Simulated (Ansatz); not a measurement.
## Pt: energy above lowest point against volume scale

Free energy against uniform scaling of the volume at fixed shape and fractions; periodic cell, basis, potentials, k mesh and filling as listed. The results are calculated, by Ansatz 0.2.0.

The cell before it is scaled or strained (space group Im-3m, No. 229):
```
cell vectors (Å)
  -1.5842     1.5842     1.5842
   1.5842    -1.5842     1.5842
   1.5842     1.5842    -1.5842
atoms (fractions of the cell vectors)
Pt  0.00000  0.00000  0.00000
```

Settings of every row: functional PBEsol; dispersion none; potentials PAW; wave cutoff 517.02 eV; density cutoff 2068.1 eV; k mesh 13x13x13; k shift 0x0x0; occupations gaussian; smearing width 0.1 eV; spin none.

Limits: coarse k mesh, up to 40 meV an atom off; no spin-orbit coupling, which can matter with elements this heavy; the cell comes from a prototype or a list of computed structures and needn't be the stable phase.

| row | volume scale | V (Å³/atom) | energy above lowest point (meV/atom) |
| --- | --- | --- | --- |
| 1 | 0.94 | 14.949 | 3.6 |
| 2 | 0.96 | 15.267 | 0 |
| 3 | 0.98 | 15.585 | 7.7 |
| 4 | 1 | 15.903 | 25.2 |
| 5 | 1.02 | 16.221 | ? |
| 6 | 1.04 | 16.54 | 84.6 |
| 7 | 1.06 | 16.858 | 124.3 |

Question: what energy above lowest point should row 5 give?

Worked fit of energy above lowest point. Take u = (V_r/V)^(2/3) − 1 with V_r = 15.744 Å³ an atom, which is twice the finite (Eulerian) strain; such expansions in the strain, on which the Birch-Murnaghan equation of state is built, carry the rest volume and the bulk modulus. The shown rows have u = 0.03515, 0.02072, 0.00679, -0.00668, -0.03235, -0.04455. Least squares give energy above lowest point = 15.3 − 1302.3 × u + 26741 × u² + 23707 × u³ meV/atom; a parabola predicts inner rows, each left out in turn, worse (root mean square 0.45 against 0.025 meV/atom). All shown rows lie on it to the printed digit. Its lowest point lies at u = 0.0236, or V = 15.2 Å³ an atom, and the curvature there gives the bulk modulus at fixed shape and fractions, B = (4/9)(1 + u)² E″(u)/V = 279 GPa. The withheld row has u = -0.0197, so the fit gives 15.3 − 1302.3 × (-0.0197) + 26741 × (-0.0197)² + 23707 × (-0.0197)³ = 51.2 meV/atom.

The calculation gave 51.2 meV/atom. The fit meets it to the printed digit.
